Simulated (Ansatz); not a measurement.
## P2H4 (diphosphine): the energy, rung by rung

P2H4: 6 atoms, total charge 0, spin state singlet. As SMILES, `PP`. Geometry: relaxed at PBE0-D4/def2-TZVP. This is one conformer, not always the lowest.

```xyz
6

P     0.3651   -1.0488   -0.0823
P    -0.3652    1.0491    0.0781
H    -0.4970   -1.5216    0.9450
H    -0.5721   -1.3929   -1.0949
H     0.5028    1.5246   -0.9429
H     0.5664    1.3896    1.0970
```

Quantity: the energy change with the P2–H5 bond stretched from 1.422 to 3.555 Å, in eV. The values are calculated.

```json
{"level": "revPBE/STO-3G (restricted)", "kind": "GGA", "program": "Ansatz", "value (eV)": "6.08", "less FCI/STO-3G": "+1.87", "CPU time (all runs)": "2.2 s"}
{"level": "BHLYP/STO-3G (restricted)", "kind": "global hybrid", "program": "Ansatz", "value (eV)": "8.01", "less FCI/STO-3G": "+3.80", "CPU time (all runs)": "2.1 s"}
{"level": "r2SCAN0/STO-3G (restricted)", "kind": "hybrid meta-GGA", "program": "Ansatz", "value (eV)": "7.44", "less FCI/STO-3G": "+3.23", "CPU time (all runs)": "5.3 s"}
{"level": "HSE06/STO-3G (restricted)", "kind": "range-separated hybrid", "program": "Ansatz", "value (eV)": "7.13", "less FCI/STO-3G": "+2.92", "CPU time (all runs)": "2.6 s"}
{"level": "wB97M-V/STO-3G (restricted)", "kind": "range-separated hybrid", "program": "Ansatz", "value (eV)": "7.95", "less FCI/STO-3G": "+3.74", "CPU time (all runs)": "35 s"}
{"level": "MP2/STO-3G (restricted)", "kind": "perturbation theory", "program": "Ansatz", "value (eV)": "5.24", "less FCI/STO-3G": "+1.03", "CPU time (all runs)": "0.25 s"}
{"level": "CCSDT/STO-3G (restricted)", "kind": "coupled cluster or CI", "program": "Ansatz", "value (eV)": "4.21", "less FCI/STO-3G": "0.00", "CPU time (all runs)": "0.45 s"}
{"level": "FCI/STO-3G", "kind": "exact in the basis", "program": "Ansatz", "value (eV)": "4.21", "less FCI/STO-3G": "0.00", "CPU time (all runs)": "4.1 s"}
```

FCI/STO-3G is exact within its basis and frozen core, so for wave-function methods in that basis the difference is their error; functionals converge differently with the basis, so for them it is only a difference. The first shape isn't each level's own minimum. The values span 4.21 to 8.01 eV. All rows use very small basis sets, so even the best lies far from the true value. Times are those of the runs behind each value, whatever else they computed, on shared processors of several kinds: orders of magnitude only.

Stretching the P–H bond this far leaves its two electrons nearly uncoupled, one on phosphorus and one on hydrogen. A restricted single determinant cannot describe that singlet: it keeps both electrons in one bonding orbital and so mixes in ionic configurations that should fade with distance. This static correlation problem is the likely main reason why all the functionals lie well above FCI. The gap is smallest for revPBE, at +1.87 eV, and larger for every hybrid, reaching +3.80 eV for BHLYP. Semilocal exchange partly mimics static correlation, and exact exchange removes that help.

MP2 recovers only part of the missing correlation, and its remaining error of +1.03 eV shows that second-order theory is inadequate here. CCSDT matches FCI to the digits shown, as the double excitation from the bonding to the antibonding orbital is treated iteratively, together with its coupling to the other electrons through triples. The ordering of the functionals says little about their quality near equilibrium, or about spin-unrestricted dissociation, where broken symmetry can localise the two electrons.
